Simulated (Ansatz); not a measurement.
Pt: energy above lowest point and pressure against volume per atom

Results calculated with Ansatz 0.2.0 development build, not measured. Equation of state of a cubic crystal from periodic Kohn-Sham density functional theory without spin; pressure corrected for the finite basis.

Cell of the first row (space group Fm-3m, No. 225):
```
CELL_PARAMETERS angstrom
0.00000 1.94500 1.94500
1.94500 0.00000 1.94500
1.94500 1.94500 0.00000
ATOMIC_POSITIONS crystal
Pt 0.00000 0.00000 0.00000
```

Settings of every row: formula Pt; structure type fcc; functional PBE; spin treatment none; k mesh 24x24x24; occupation method fermi-dirac; occupation width 0.061225619 eV; wave cutoff 700 eV; datasets soft-1 PAW; density cutoff ratio 4.

Limits: the SCF threshold is loose for a stress in some rows; no spin-orbit coupling, which can matter with elements this heavy.

```csv
row,volume per atom (Å³),energy above lowest point (meV/atom),pressure (GPa)
1,14.716,48.74,17.933
2,15.029,20.49,11.119
3,15.342,?,?
4,15.656,0,-0.15
5,15.969,4.92,-4.782
6,16.595,39.17,-12.405
```

Question: what energy above lowest point and pressure should row 3 give?

Worked fit of energy above lowest point. Take u = (V_r/V)^(2/3) − 1 with V_r = 15.656 Å³ an atom, which is twice the finite (Eulerian) strain; such expansions in the strain, on which the Birch-Murnaghan equation of state is built, carry the rest volume and the bulk modulus. The shown rows have u = 0.04214, 0.02762, 0, -0.01311, -0.03809. Least squares give energy above lowest point = 0.015 + 4.63 × u + 27192.8 × u² meV/atom; a straight line predicts inner rows, each left out in turn, worse (root mean square 21 against 0.46 meV/atom). The rows lie off it by 0.24, -0.40, -0.01, 0.29, -0.12 (root mean square 0.25 meV/atom). Its lowest point lies at u = -0.0001, or V = 15.66 Å³ an atom, and the curvature there gives the bulk modulus at fixed shape and fractions, B = (4/9)(1 + u)² E″(u)/V = 247 GPa. The withheld row has u = 0.0136, so the fit gives 0.015 + 4.63 × (0.0136) + 27192.8 × (0.0136)² = 5.11 meV/atom.

The calculation gave 4.75 meV/atom. The fit lies 0.36 meV/atom (7.6 % of the value, 0.74 % of the column's range) above it; its largest miss of a shown row is 0.40 meV/atom.

Worked fit of pressure. Take u = (V_r/V)^(2/3) − 1 with V_r = 15.656 Å³ an atom, which is twice the finite (Eulerian) strain; such expansions in the strain, on which the Birch-Murnaghan equation of state is built, carry the rest volume and the bulk modulus. The shown rows have u = 0.04214, 0.02762, 0, -0.01311, -0.03809. Least squares give pressure = −0.1515 + 372.357 × u + 1336.5 × u² GPa; a straight line predicts inner rows, each left out in turn, worse (root mean square 1 against 0.037 GPa). The rows lie off it by 0.020, -0.034, 0.002, 0.021, -0.009 (root mean square 0.02 GPa). The pressure vanishes at u = 0.0004, or V = 15.65 Å³ an atom, and there the bulk modulus at fixed shape and fractions is B = −V dP/dV = (2/3)(1 + u) dP/du = 249 GPa. The withheld row has u = 0.0136, so the fit gives −0.1515 + 372.357 × (0.0136) + 1336.5 × (0.0136)² = 5.160 GPa.

The calculation gave 5.123 GPa. The fit lies 0.037 GPa (0.12 % of the column's range) above it; its largest miss of a shown row is 0.034 GPa.
